\section*{Solution key: Landau levels of chiral bilayer and $J$-layer fermions}

\subsection*{(a) Premises and conventions}

The system is a flat, unstrained stack of $J$ graphene layers in rhombohedral (ABC) order; $J=1$ is the monolayer and $J=2$ the Bernal bilayer. The premises are:
(i) independent electrons of charge $-e$, one $\pi$ orbital on each site $A_j,B_j$ of layer $j$;
(ii) hopping $-\gamma_0$ between in-plane neighbours and $\gamma_1>0$ between the vertical pairs (dimers) $B_j$--$A_{j+1}$, and no other hopping;
(iii) equal potentials on all sites and no Zeeman term, so that spin is a factor of two;
(iv) a uniform field $\mathbf B=-B\hat{\mathbf z}$, $B>0$, with magnetic length $\ell=\sqrt{\hbar/eB}$ much larger than the lattice constant $a$, so that the field enters through $\mathbf p\to\boldsymbol\pi=\mathbf p+e\mathbf A$ and does not couple the valleys.
The Hall conductivity is defined by $j_x=\sigma_{xy}E_y$. The orientation of $\mathbf B$ is chosen so that $\sigma_{xy}>0$ for electron doping.

With bond vectors $(0,a/\sqrt3)$ and $(\pm a/2,-a/2\sqrt3)$ from $A$ to $B$, the in-plane element is $H_{AB}=-\gamma_0f(\mathbf k)$, where
\begin{equation}
f=e^{ik_ya/\sqrt3}+2e^{-ik_ya/2\sqrt3}\cos(k_xa/2).
\end{equation}
It vanishes at $\mathbf K_\xi=(4\pi\xi/3a,0)$, $\xi=\pm1$, where $\partial f/\partial k_x=-\xi\sqrt3a/2$ and $\partial f/\partial k_y=i\sqrt3a/2$. Hence, to first order in the momentum measured from $\mathbf K_\xi$,
\begin{equation}
H_{AB}=v\pi^\dagger,\qquad \pi=\xi\pi_x+i\pi_y,\qquad v=\frac{\sqrt3\,a\gamma_0}{2\hbar}.
\end{equation}
The envelope equations at energy $E$ are
\begin{align}
E\psi_{A_1}&=v\pi^\dagger\psi_{B_1}, & E\psi_{B_J}&=v\pi\,\psi_{A_J},\label{ends}\\
E\psi_{B_j}&=v\pi\,\psi_{A_j}+\gamma_1\psi_{A_{j+1}}, & E\psi_{A_{j+1}}&=v\pi^\dagger\psi_{B_{j+1}}+\gamma_1\psi_{B_j},\label{dimers}
\end{align}
with $j=1,\dots,J-1$. Every term connects an $A$ site to a $B$ site. The operator $\Sigma$, equal to $+1$ on $A$ and $-1$ on $B$, therefore obeys $\Sigma H\Sigma=-H$, on the lattice as in the continuum and at any $B$. This is the chiral (sublattice) symmetry: the spectrum is symmetric about $E=0$.

\subsection*{(b) Reduction to two components}

An isolated dimer has energies $\pm\gamma_1$, while $A_1$ and $B_J$ have no vertical partner. Low-energy states therefore reside mainly on $A_1$ and $B_J$. Solving \eqref{dimers} for the $\gamma_1$ terms gives, exactly,
\begin{equation}
\psi_{A_{j+1}}=-\frac{v\pi}{\gamma_1}\psi_{A_j}+\frac{E}{\gamma_1}\psi_{B_j},\qquad
\psi_{B_j}=-\frac{v\pi^\dagger}{\gamma_1}\psi_{B_{j+1}}+\frac{E}{\gamma_1}\psi_{A_{j+1}}.\label{rec}
\end{equation}
Without the terms in $E$, iteration gives $\psi_{A_J}=(-v\pi/\gamma_1)^{J-1}\psi_{A_1}$ and $\psi_{B_1}=(-v\pi^\dagger/\gamma_1)^{J-1}\psi_{B_J}$. Only powers of one operator occur in each chain, so no ordering question arises in the field. Insertion into \eqref{ends} yields, in the basis $(A_1,B_J)$,
\begin{equation}
H_J=-\gamma_1\begin{pmatrix}0&(-v\pi^\dagger/\gamma_1)^J\\(-v\pi/\gamma_1)^J&0\end{pmatrix}.\label{HJ}
\end{equation}
For $J=1$ this is the Dirac Hamiltonian. For $J=2$ the off-diagonal elements are $-\pi^{\dagger2}/2m$ and $-\pi^2/2m$ with
\begin{equation}
m=\frac{\gamma_1}{2v^2},
\end{equation}
the form given by McCann and Fal'ko (2006). At $B=0$ and $\xi=+1$, $\pi=pe^{i\varphi}$ and $H_J=(-1)^{J+1}\gamma_1(vp/\gamma_1)^J(\sigma_x\cos J\varphi+\sigma_y\sin J\varphi)$, with Pauli matrices in the $(A_1,B_J)$ space. The pseudospin turns $J$ times when $\mathbf p$ turns once; $J$ is the chirality.

The omitted terms must be shown to be small. For $J\ge2$ the largest one in the equation for $\psi_{B_J}$ comes from $j=J-1$ in \eqref{rec}: $v\pi\,(E/\gamma_1)\psi_{B_{J-1}}\simeq-E\,(v^2\pi\pi^\dagger/\gamma_1^2)\psi_{B_J}$. The term from layer $j$ carries the power $(vp/\gamma_1)^{2(J-j)}$ and is smaller for $j<J-1$. The same step with $j=1$ applies to $\psi_{A_1}$. With $D$ the lower-left element of \eqref{HJ},
\begin{equation}
E\Big(1+\frac{v^2\pi^\dagger\pi}{\gamma_1^2}\Big)\psi_{A_1}\simeq D^\dagger\psi_{B_J},\qquad
E\Big(1+\frac{v^2\pi\pi^\dagger}{\gamma_1^2}\Big)\psi_{B_J}\simeq D\psi_{A_1}.\label{next}
\end{equation}
The added terms are the probability weight on the adjacent dimer sites, and the expansion parameter is $(vp/\gamma_1)^2$.

\subsection*{(c) Ladder operators and degeneracy}

In the gauge $\mathbf A=(By,0,0)$, for which $\partial_xA_y-\partial_yA_x=-B$, one has $\pi_x=p_x+eBy$, $\pi_y=p_y$, and
\begin{equation}
[\pi_x,\pi_y]=eB[y,p_y]=i\hbar eB,\qquad [\pi,\pi^\dagger]=-2i\xi[\pi_x,\pi_y]=2\xi\hbar eB.
\end{equation}
The operator $\hat a=\ell(\pi_x+i\pi_y)/\sqrt2\hbar$ thus satisfies $[\hat a,\hat a^\dagger]=1$, and
\begin{equation}
v\pi=\epsilon\,\hat a\ \ (\xi=+1),\qquad v\pi=-\epsilon\,\hat a^\dagger\ \ (\xi=-1),\qquad \epsilon=\frac{\sqrt2\,\hbar v}{\ell}=v\sqrt{2\hbar eB}.
\end{equation}
Since $p_x=\hbar k$ is conserved, $\hat a=[(y-y_0)/\ell+\ell\,\partial_y]/\sqrt2$ with $y_0=-k\ell^2$. The states $|n\rangle$, $n=0,1,2,\dots$, are oscillator functions centred at $y_0$, with $\hat a|n\rangle=\sqrt n\,|n-1\rangle$. On an area $L_xL_y$ the values of $k$ are spaced by $2\pi/L_x$ and $y_0$ covers a length $L_y$, so each eigenvalue of a function of $\hat a$ and $\hat a^\dagger$ is repeated, per unit area,
\begin{equation}
n_\phi=\frac{1}{2\pi\ell^2}=\frac{eB}{h}
\end{equation}
times. Below, one level means one such set of $n_\phi$ states per area.

\subsection*{(d) Spectrum and zero modes}

Let $W_J=\epsilon^J/\gamma_1^{J-1}$. Equation \eqref{HJ} becomes
\begin{equation}
H_J^{(+)}=(-1)^{J+1}W_J\begin{pmatrix}0&\hat a^{\dagger J}\\ \hat a^J&0\end{pmatrix},\qquad
H_J^{(-)}=-W_J\begin{pmatrix}0&\hat a^{J}\\ \hat a^{\dagger J}&0\end{pmatrix}.
\end{equation}
Repeated use of the lowering rule gives
\begin{equation}
\hat a^J|n\rangle=s_n|n-J\rangle,\quad \hat a^{\dagger J}|n-J\rangle=s_n|n\rangle,\quad s_n=\sqrt{n(n-1)\cdots(n-J+1)},
\end{equation}
for $n\ge J$, and $\hat a^J|n\rangle=0$ for $n<J$. In valley $+$ and for $n\ge J$, the two vectors $(|n\rangle,0)^T$ and $(0,|n-J\rangle)^T$ span an invariant plane in which $H_J^{(+)}=(-1)^{J+1}W_Js_n\sigma_x$. The eigenvectors are $(|n\rangle,\pm|n-J\rangle)^T/\sqrt2$ and the eigenvalues are
\begin{equation}
E_{n,\pm}=\pm\frac{(2\hbar v^2eB)^{J/2}}{\gamma_1^{J-1}}\sqrt{n(n-1)\cdots(n-J+1)},\qquad n\ge J.\label{En}
\end{equation}
These planes use every $B_J$ state and every $A_1$ state with $n\ge J$. The remaining vectors $(|n\rangle,0)^T$, $n=0,\dots,J-1$, are annihilated by $H_J^{(+)}$. The list is complete, so there are exactly $J$ zero-energy levels. Valley $-$ follows by exchanging the two components: \eqref{En} is unchanged, and the $J$ zero modes are $(0,|n\rangle)^T$, on $B_J$ in the opposite outer layer. With spin and valley, each $E_{n,\pm}$ comprises 4 levels and $E=0$ comprises $4J$.

For the bilayer, $W_2=2\hbar v^2eB/\gamma_1=\hbar eB/m\equiv\hbar\omega_c$, and
\begin{equation}
E_{n,\pm}=\pm\hbar\omega_c\sqrt{n(n-1)},\quad n\ge2;\qquad E_0=E_1=0.\label{bil}
\end{equation}
The zero level is eightfold: two orbitals, two valleys, two spins. At large $n$, writing $n-r=\bar n-\delta_r$ with $\bar n=n-(J-1)/2$, one has $\sum_r\delta_r=0$ and $\sum_r\delta_r^2=J(J^2-1)/12$ for $r=0,\dots,J-1$, so that $s_n^2\simeq\bar n^J[1-J(J^2-1)/24\bar n^2]$. The levels approach those of the band $\gamma_1(vp/\gamma_1)^J$ at $p^2=2\hbar eB(n+\tfrac12-\tfrac J2)$; for the bilayer, $n(n-1)=(n-\tfrac12)^2-\tfrac14$.

The zero modes do not depend on the reduction. At $E=0$ the recursion \eqref{rec} is exact and the sublattices decouple. In valley $+$, \eqref{ends} then demands $\hat a^J\psi_{A_1}=0$, which has the $J$ solutions $|n\rangle$, $n<J$, and $\hat a^{\dagger J}\psi_{B_J}=0$, which has none because $\|\hat a^\dagger\psi\|^2=\|\psi\|^2+\|\hat a\psi\|^2>0$. The full $2J$-band model has $J$ zero modes per spin and valley at any $B$ allowed by premise (iv).

\subsection*{(e) Hall conductivity}

Let the chemical potential $\mu$ lie in a gap much larger than $k_BT$, so that $\sigma_{xx}=0$, $j_x=\sigma_{xy}E_y$ and $j_y=-\sigma_{xy}E_x$. If $B$ is raised slowly in the interior of the sheet, Faraday's law gives $(\nabla\times\mathbf E)_z=-\partial_tB_z=\partial_tB$, and therefore $\nabla\cdot\mathbf j=\sigma_{xy}\,\partial_tB$. The charge density is $-en_e$, with $n_e$ the electron density counted from neutrality, and continuity gives $e\,\partial_tn_e=\nabla\cdot\mathbf j$. An adiabatic change keeps the levels below the gap filled. Hence
\begin{equation}
\sigma_{xy}=e\,\frac{\partial n_e}{\partial B}\quad\text{at fixed gap},
\end{equation}
which is St\v{r}eda's formula (1982).

The continuum spectrum is unbounded below, so $n_e$ is counted on the lattice. Let $\mathcal N(\mu)$ be the number of states per area below $\mu$ and $\mathcal N_{\rm tot}$ the number of $\pi$ spin-orbitals per area, which does not depend on $B$; neutrality is $\mathcal N_{\rm tot}/2$. Chiral symmetry maps the states below $-\mu$ onto those above $\mu$, so $\mathcal N(\mu)+\mathcal N(-\mu)=\mathcal N_{\rm tot}$ and
\begin{equation}
n_e(\mu)=\mathcal N(\mu)-\tfrac12\mathcal N_{\rm tot}=\tfrac12[\mathcal N(\mu)-\mathcal N(-\mu)].
\end{equation}
For $\mu>0$ above $q=0,1,2,\dots$ of the positive energies \eqref{En}, the interval $(-\mu,\mu)$ holds $4J+8q$ levels, so $n_e=(2J+4q)\,eB/h$. For $\mu<0$ the sign is reversed. Thus
\begin{equation}
\sigma_{xy}=\pm\frac{4e^2}{h}\Big(q+\frac J2\Big),\qquad q=0,1,2,\dots\label{hall}
\end{equation}
The filling factor $\nu=n_e/n_\phi$ on the plateaux is $\pm2,\pm6,\dots$ for $J=1$ and $\pm6,\pm10,\dots$ for $J=3$. For the bilayer,
\begin{equation}
\sigma_{xy}=\frac{4e^2}{h}M,\qquad M=\pm1,\pm2,\dots
\end{equation}
The value $M=0$ is absent because $\nu=0$ is the half-filled zero level and not a gap: the step across neutrality is $8e^2/h$, twice the others. A perturbation that shifts or splits levels without closing a given gap moves no states across it and leaves that plateau value unchanged. It can, however, open new gaps inside the multiplets and so add plateaux.

\subsection*{(f) Range of validity}

\emph{1. Upper field limit.} Put $x=\epsilon^2/\gamma_1^2\propto B$; for the bilayer $x=\hbar\omega_c/\gamma_1$. In \eqref{next} the brackets equal $1+nx$ on $|n\rangle$ and $1+(n-J+1)x$ on $|n-J\rangle$. Multiplying the two equations gives $E^2$ divided by both brackets, so for $J\ge2$
\begin{equation}
E_n\simeq W_Js_n\Big[1-\Big(n-\frac{J-1}{2}\Big)x\Big],
\end{equation}
and \eqref{En} needs $nx\ll1$. The bilayer can be solved exactly. In the basis $A_1|n\rangle$, $B_1|n-1\rangle$, $A_2|n-1\rangle$, $B_2|n-2\rangle$ the matrix is tridiagonal with zero diagonal and off-diagonal elements $\epsilon\sqrt n$, $\gamma_1$, $\epsilon\sqrt{n-1}$. Its secular equation is $E^4-S_nE^2+n(n-1)\epsilon^4=0$ with $S_n=\gamma_1^2+(2n-1)\epsilon^2$, and the low root is
\begin{equation}
E_n^2=\tfrac12\Big[S_n-\sqrt{S_n^2-4n(n-1)\epsilon^4}\Big],\label{four}
\end{equation}
whose expansion reproduces the factor $1-(n-\tfrac12)x$ in $E_n$.

\emph{2. Lower field limit: trigonal warping.} The skew hopping $-\gamma_3$ joins $A_1$ to $B_2$ across the in-plane vectors opposite to the bond vectors. It contributes $-\gamma_3f^*\simeq v_3\pi$ to the $(A_1,B_2)$ element, with $v_3/v=\gamma_3/\gamma_0$. In valley $+$ the bilayer operator becomes
\begin{equation}
D=\hbar\omega_c\,(-\hat a^2+\kappa\,\hat a^\dagger),\qquad \kappa=\frac{v_3}{v}\frac{\epsilon}{\hbar\omega_c},\qquad \kappa^2=\frac{B^*}{B},\qquad B^*=\frac{2m^2v_3^2}{\hbar e}.
\end{equation}
Chiral symmetry survives, and so do the zero modes. Represent states by entire functions $g(z)$ with weight $e^{-|z|^2}$, $\hat a=d/dz$, $\hat a^\dagger=z$. Then $Dg=0$ reads $g''=\kappa zg$, solved by the two Airy functions of $\kappa^{1/3}z$, which grow at most as $\exp(\tfrac23\kappa^{1/2}|z|^{3/2})$ times a power and are normalisable. The equation $D^\dagger g=0$ reads $\kappa g'=z^2g$, and its solution $\exp(z^3/3\kappa)$ is not normalisable. Two zero modes remain for every $\kappa$.

The nonzero $E^2$ are the eigenvalues of $DD^\dagger$ on $B_2$. With $\lambda=(E/\hbar\omega_c)^2$,
\begin{equation}
\frac{DD^\dagger}{(\hbar\omega_c)^2}=\hat a^2\hat a^{\dagger2}+\kappa^2\hat a^\dagger\hat a-\kappa(\hat a^3+\hat a^{\dagger3}).\label{DD}
\end{equation}
On $|r\rangle$, $r=n-2$, the diagonal element is $(r+1)(r+2)+\kappa^2r$, and $|r\rangle$ couples to $|r+3\rangle$ with $-\kappa\sqrt{(r+1)(r+2)(r+3)}$. The unperturbed separations from $r+3$ and $r-3$ are $6(r+3)$ and $6r$. To order $\kappa^2$, for $r\ge1$,
\begin{equation}
\delta\lambda=\kappa^2\Big[r-\frac{(r+1)(r+2)}{6}+\frac{(r-1)(r-2)}{6}\Big]=0,
\end{equation}
where the last term vanishes for $r=1,2$, as it must. For $r=0$ that term is absent and $\delta\lambda=-\kappa^2/3$. Hence
\begin{equation}
E_2\simeq\sqrt2\,\hbar\omega_c\,(1-\kappa^2/12),\label{E2}
\end{equation}
while levels with $n\ge3$ shift first at order $\kappa^4$. Items 1 and 2 both lower $E_2$. Their sum $\kappa^2/12+3x/2$ has terms proportional to $1/B$ and $B$ with $\kappa^2x=(v_3/v)^2$, so its minimum is $2\sqrt{\kappa^2x/8}=(v_3/v)/\sqrt2$; cross terms are of relative order $(v_3/v)^2$.

\emph{3. Terms that break chiral symmetry.} A hopping $\gamma_4$ between like sublattices of adjacent layers gives an $(A_1,A_2)$ element of size $v_4\pi^\dagger$, $v_4/v=\gamma_4/\gamma_0$, and the dimer sites have an energy offset $\Delta'$. With $\psi_{A_2}=-(v\pi/\gamma_1)\psi_{A_1}$, their first-order effect on $A_1|n\rangle$ has the sizes $2(v_4/v)\,n\hbar\omega_c$ and $(\Delta'/\gamma_1)\,n\hbar\omega_c$; on $B_2|n-2\rangle$ the factor $n$ becomes $n-1$. At most their sum $\eta$ per unit $n$ separates the zero modes $n=1$ and $n=0$, and moves $E_{n,+}$ and $E_{n,-}$ in the same direction by $(n-\tfrac12)\eta$. The Zeeman term splits every multiplet by $g\mu_BB$. A potential difference $U$ between the layers separates the zero modes of the two valleys, which occupy opposite layers, by about $|U|$. When $|U|$ exceeds the other splittings, a gap lies at $\nu=0$ and the plateau $M=0$ appears.

\emph{4. Interactions.} The bare scale in vacuum is $E_C=e^2/4\pi\varepsilon_0\ell$. The bilayer screens it. With the density of states $\rho=4m/2\pi\hbar^2$ as an estimate of the polarisability at $q\ell\sim1$, the potential $e^2/2\varepsilon_0q$ becomes $e^2/2\varepsilon_0(q+q_s)$, where $q_s=e^2\rho/2\varepsilon_0=4m/(m_ea_0)$ and $a_0$ is the Bohr radius. For $q_s\ell\gg1$ it tends to $1/\rho$, and one filled level contributes an energy of order $n_\phi/\rho=\hbar\omega_c/4$. This order-of-magnitude estimate is linear in $B$, so exchange within the degenerate zero level is not removed by a choice of field.

\emph{5. Resolution and stacking.} The sequence \eqref{hall} is the observable one when the larger of $k_BT$ and the disorder width exceeds the splittings of items 3 and 4 but lies well below the first nonzero level. The identification of chirality with layer number holds for rhombohedral order. In an ABA trilayer under premise (ii), the combination of the outer layers that is odd under the mirror plane decouples as $J=1$, and the even one forms $J=2$ with $\gamma_1\to\sqrt2\gamma_1$.

\subsection*{(g) Numerical illustration: suspended bilayer at $B=0.5$ T}

Typical, approximate inputs are $v=1.0\times10^6$ m\,s$^{-1}$, $\gamma_1=0.38$ eV, $v_3/v=0.10$, $v_4/v=0.04$, $\Delta'=0.02$ eV, $g=2$, $a=0.246$ nm, with vacuum on both sides and $U=0$; 1 meV $=1.602\times10^{-22}$ J. Digits beyond the second serve only the comparison between approximations of the same model. The basic scales are
\begin{align}
\ell&=36.28\ \text{nm}=147\,a, & m&=3.044\times10^{-32}\ \text{kg}=0.0334\,m_e,\\
\epsilon&=25.66\ \text{meV}, & \hbar\omega_c&=1.732\ \text{meV},\\
x&=4.56\times10^{-3}, & n_\phi&=1.209\times10^{14}\ \text{m}^{-2},\\
B^*&=1.10\ \text{T}, & \kappa^2&=2.19,\quad\kappa=1.48.
\end{align}
Diagonalising \eqref{DD}, whose three chains $r \bmod 3$ converge rapidly in the oscillator basis, gives the lowest values $\lambda=1.36$, $6.16$ and $12.22$ in place of 2, 6 and 12. The model's levels in meV are
\begin{center}
\begin{tabular}{cccc}
\hline
$n$ & chiral, \eqref{bil} & four bands, \eqref{four} & two bands with $v_3$, \eqref{DD}\\
\hline
0, 1 & 0 & 0 & 0\\
2 & 2.45 & 2.43 & 2.02\\
3 & 4.24 & 4.20 & 4.30\\
4 & 6.00 & 5.91 & 6.06\\
\hline
\end{tabular}
\end{center}
The dimer bands lower $E_2$ by 0.7 per cent. Warping lowers it by 17 per cent, against 18 per cent from \eqref{E2}, and raises $E_3$ and $E_4$ by only 1.4 and 0.9 per cent; the ratio $E_3/E_2$ goes from 1.73 to 2.13. The field of 0.5 T lies below $B^*$, so \eqref{bil} describes $n=3,4$ well and overstates the gap at $\nu=\pm4$. For these inputs the combined lowering of $E_2$ by items 1 and 2 is smallest near 2.6 T, where it is about 7 per cent.

For comparison, \eqref{En} puts the first nonzero level at $\epsilon=25.66$ meV for $J=1$ and at $\sqrt6\,\epsilon x=0.29$ meV for $J=3$. The last value has no quantitative meaning for a rhombohedral trilayer at this field, since the direct $A_1$--$B_3$ hopping omitted in premise (ii) is typically of order 10 meV.

The zero level holds $8n_\phi=9.67\times10^{14}$ m$^{-2}$. The first plateaux are centred at $n_e=\pm4n_\phi=\pm4.84\times10^{14}$ m$^{-2}$, with $\sigma_{xy}=\pm155.0\ \mu$S and a Hall resistance of magnitude $h/4e^2=6453\ \Omega$; the step across neutrality is $309.9\ \mu$S. These conductivities contain no material input. A gap of 2.02 meV corresponds to 23 K.

The splittings inside the zero level are estimated as follows: $g\mu_BB=0.058$ meV; the $\gamma_4$ and $\Delta'$ terms are 0.14 and 0.09 meV, so $\eta\le0.23$ meV, which also shifts $E_{2,\pm}$ together by up to 0.3 meV; $E_C=39.7$ meV, which is 23 times $\hbar\omega_c$; $q_s\ell=92$; and the screened scale is $\hbar\omega_c/4=0.43$ meV per filled level. Interactions therefore rival the cyclotron energy even after screening. As typical knowledge and not as a measurement, clean suspended bilayers at low temperature and sub-tesla fields show an interaction-driven gap at $\nu=0$ of order one to a few meV; the independent-electron model, which has no such gap under premises (i)--(iv) and only tenths of a meV with item 3, falls short of it by roughly an order of magnitude. The eightfold level and the missing $M=0$ plateau are properties of the model that such a sample displays only when temperature or disorder hides this splitting. The plateaux at $\pm4e^2/h$ persist as long as their gap stays open, and the model's value for that gap at 0.5 T is 2.4 meV from the chiral formula and 2.0 meV with trigonal warping.